**Student:** You say the electron gets a thermal mass and chirality survives. A mass term breaks chirality.

**Lecturer:** A Dirac mass does. Take $\hbar=c=k_B=1$, $e^2=4\pi\alpha$, metric $(+,-,-,-)$, a massless electron with $P=(\omega,\mathbf p)$, and keep only hard loop momenta at one loop. With $\hat K=(1,\hat{\mathbf k})$,
$$\Sigma=m_f^2\int\frac{d\Omega}{4\pi}\frac{\gamma\cdot\hat K}{P\cdot\hat K},$$
$$m_f^2=\frac{e^2}{4\pi^2}\int_0^\infty dk\,k\,[2n_B(k)+n_F(k-\mu)+n_F(k+\mu)]=\frac{e^2}{8}\Big(T^2+\frac{\mu^2}{\pi^2}\Big).$$
One gamma matrix anticommutes with $\gamma_5$, so chirality holds. Project $\gamma^0(\gamma\cdot P-\Sigma)$ on chirality times helicity $=\pm1$, with $x=\hat{\mathbf k}\cdot\hat{\mathbf p}$:
$$D_\pm=\omega\mp p-m_f^2\int_{-1}^{1}\frac{dx}{2}\,\frac{1\mp x}{\omega-px}.$$
Since $D_+(-\omega)=-D_-(\omega)$, the function $D_+$ holds both branches.

**Student:** An integral doesn't show me why there are two.

**Lecturer:** Read $1/D_+$ as a resolvent. A level at $p$ couples with strength $m_f$ to medium states at $px$, of normalised weight $(1-x)/2$. Collapse them to their mean, $\langle x\rangle=-1/3$:
$$H_2=\begin{pmatrix}p&m_f\\ m_f&-p/3\end{pmatrix},\qquad \omega_\pm=\sqrt{m_f^2+\tfrac49p^2}\pm\frac p3 .$$
The eigenvalues are $\omega_+$, the particle, and $-\omega_-$, which gives the plasmino. At small $p$, $\omega_\pm=m_f\pm p/3$. At $p=0$ the levels mix equally, so each residue is $1/2$. These statements need only the norm and mean of the weight, so they are exact for $D_\pm$.

**Student:** But $d\omega_-/dp=0$ gives $p=\omega_-=\tfrac{\sqrt3}{2}m_f$. You promised $0.41\,m_f$.

**Lecturer:** The curvature needs the variance, $\langle x^2\rangle-\langle x\rangle^2=2/9$. The next orthogonal polynomial of the weight adds one level:
$$H_3=\begin{pmatrix}p&m_f&0\\ m_f&-p/3&\sqrt2\,p/3\\ 0&\sqrt2\,p/3&-p/15\end{pmatrix}.$$
With $y=\omega_-/p$ its secular equation reads
$$\frac{p^2}{m_f^2}=\frac{y-1/15}{(y+1)(y^2-2y/5-1/5)},$$
and you minimise $yp$ over $y$.

**Student:** And the full integral?

**Lecturer:** It closes the same way. With $y=\omega/p>1$ and $Q_0=\tfrac12\ln\frac{y+1}{y-1}$, the conditions $D_\pm=0$ become
$$\frac{p^2}{m_f^2}=\pm\Big[\frac1{y\mp1}-Q_0\Big],\qquad Z_\pm=\Big(\frac{\partial D_\pm}{\partial\omega}\Big)^{-1}=\frac{\omega_\pm^2-p^2}{2m_f^2}.$$
Differentiate $\omega_-^2=y^2p^2$, using $dQ_0/dy=-1/(y^2-1)$. The minimum obeys
$$Q_0-\frac1{y+1}=\frac{y}{(y+1)^2(y-1)},$$
so $y=2.276$, $p=0.408\,m_f$, $\omega_-=0.928\,m_f$, $Z_-=0.347$. On the particle branch $\omega_+^2-p^2=m_f^2[\,y+1-(y^2-1)Q_0]\to2m_f^2$ as $y\to1$. The asymptotic mass is $m_\infty=\sqrt2\,m_f$, and $Z_+\to1$. Writing $\omega_\pm=m_f\pm p/3+b\,p^2/m_f+\dots$:

| model | $b$ | $p_{\min}/m_f$ | $\omega_{\min}/m_f$ | $m_\infty^2/m_f^2$ |
|---|---|---|---|---|
| $H_2$ | 2/9 | 0.866 | 0.866 | 3/2 |
| $H_3$ | 1/3 | 0.425 | 0.926 | 16/9 |
| full | 1/3 | 0.408 | 0.928 | 2 |

**Student:** Why do the matrices miss $m_\infty$?

**Lecturer:** At $\omega\to p$ one needs $\langle1/(1-x)\rangle=1$, and $1/(1-x)$ is singular at $x=1$, so a few moments don't fix it. One node gives $3/4$, two give $8/9$.

**Student:** A dip of $0.072\,m_f$ is shallow. Would a real plasma show it?

**Lecturer:** That is a fair doubt. Assume an illustrative $T=50$ MeV, $\mu=0$, with $\alpha=1/137.036$. The model gives $m_f=\sqrt{\pi\alpha/2}\,T=0.107\,T=5.35$ MeV, a minimum at $2.2$ MeV and a depth of $0.39$ MeV. Two neglected terms rival that depth. Damping and next-order shifts scale as $\alpha T=0.36$ MeV, which is $0.068\,m_f$ at any $T$ for $\mu=0$. The vacuum mass $m_e=0.511$ MeV turns the pole condition into $D_+D_-=m_e^2$, so at rest $\omega=\sqrt{m_f^2+m_e^2/4}\pm m_e/2$, and the lower branch starts about $0.26$ MeV down. The position $0.41\,m_f$ belongs to the massless leading-order propagator.